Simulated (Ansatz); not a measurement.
From the elastic tensor of WS$_{3}$ to moduli and sound speeds

These are results of DFT PBEsol, scalar-relativistic, plane waves, PAW (Ansatz 0.2.0), not measurements. Plane waves to 420 eV; Γ-centred k mesh 10×10×10; Fermi-Dirac smearing of 0.15 eV. No spin polarisation.

Symmetry: Pm-3m, No. 221, cubic system. The conventional cell has a = 4.640 Å, b = 4.640 Å, c = 4.640 Å, α = 90.00°, β = 90.00°, γ = 90.00°. W (site symmetry m-3m) is surrounded by 6 S at 2.32 Å. S (site symmetry 4/mmm) has 2 W at 2.32 Å as nearest neighbours.

The cell was built by swapping an element in a database structure (itself possibly hypothetical) and relaxing; it need not be the stable form of this composition. In a metal, frequencies and elastic constants depend on the k mesh and the smearing, soft modes and shear constants most. Spin–orbit coupling is left out, which matters for heavy elements. A semilocal functional can close a gap that the real compound has.

Relaxed-ion constants (GPa, on the Cartesian axes of the calculation):
C11 = 236.1, C12 = 35.3, C13 = 35.3, C22 = 236.1, C23 = 35.3, C33 = 236.1, C44 = 21.7, C55 = 21.7, C66 = 21.7 GPa; the others vanish.

Density 4.654 g/cm³; 4 atoms in 99.91 Å³.

The values that follow are for a polycrystal of randomly turned grains, by Hill's mean where one number stands. In a crystal this anisotropic the Voigt and Reuss bounds lie far apart, so Hill's mean and the sound speeds and Debye temperature from it are rough.

With S = C⁻¹: B_V = (C11+C22+C33+2(C12+C13+C23))/9, G_V = (C11+C22+C33−C12−C13−C23+3(C44+C55+C66))/15, 1/B_R = S11+S22+S33+2(S12+S13+S23), 15/G_R = 4(S11+S22+S33−S12−S13−S23)+3(S44+S55+S66); Hill is their mean. Then v_l = √((B+4G/3)/ρ), v_t = √(G/ρ), v_m = [(2/v_t³+1/v_l³)/3]^(−1/3) and Θ = (ħ/k_B)·v_m·(6π²n/V)^(1/3) for n atoms in the volume V; E = 9BG/(3B+G), ν = (3B−2G)/(2(3B+G)) and A^U = 5G_V/G_R + B_V/B_R − 6.

| Quantity | Value |
| --- | --- |
| Bulk modulus, Voigt / Reuss / Hill | 102.2 / 102.2 / 102.2 GPa |
| Shear modulus, Voigt / Reuss / Hill | 53.2 / 31.6 / 42.4 GPa |
| Young's modulus | 112 GPa |
| Poisson ratio | 0.318 |
| Pugh ratio B/G | 2.41 (over 1.75, the rule of thumb for ductile) |
| Universal anisotropy index | 3.41 |
| Longitudinal and transverse sound speeds | 5841 and 3019 m/s |
| Debye temperature from the mean sound speed | 344 K |

Cost: 1 run of about 2.9 core-minutes, on Intel Xeon Processor @ 2.50GHz (Skylake/Cascade Lake) (shared hosts).

The stiffness is strongly directional: C11 is 236.1 GPa, against only 35.3 GPa for C12 and 21.7 GPa for C44. Strain along a cube axis directly stretches or compresses the straight W–S–W chains, whose W 5d–S 3p bonds resist it. A shear of the cube faces leaves the bond lengths unchanged to first order and mainly bends the S–W–S angles, which costs far less in this open, corner-sharing framework. The high Pugh ratio therefore probably reflects weak angular resistance more than easy dislocation glide, and is poor evidence of real ductility.

The constants satisfy the cubic Born criteria, so the lattice resists small homogeneous strains. That doesn't rule out octahedral tilts at the zone boundary, or off-centring of formally d⁰ W(VI), which by symmetry doesn't couple linearly to strain here. Known WS₃ is amorphous and contains S–S bonds, unlike this network of isolated sulfide bridges, so the moduli describe the idealised cubic framework and shouldn't be carried over to that material.
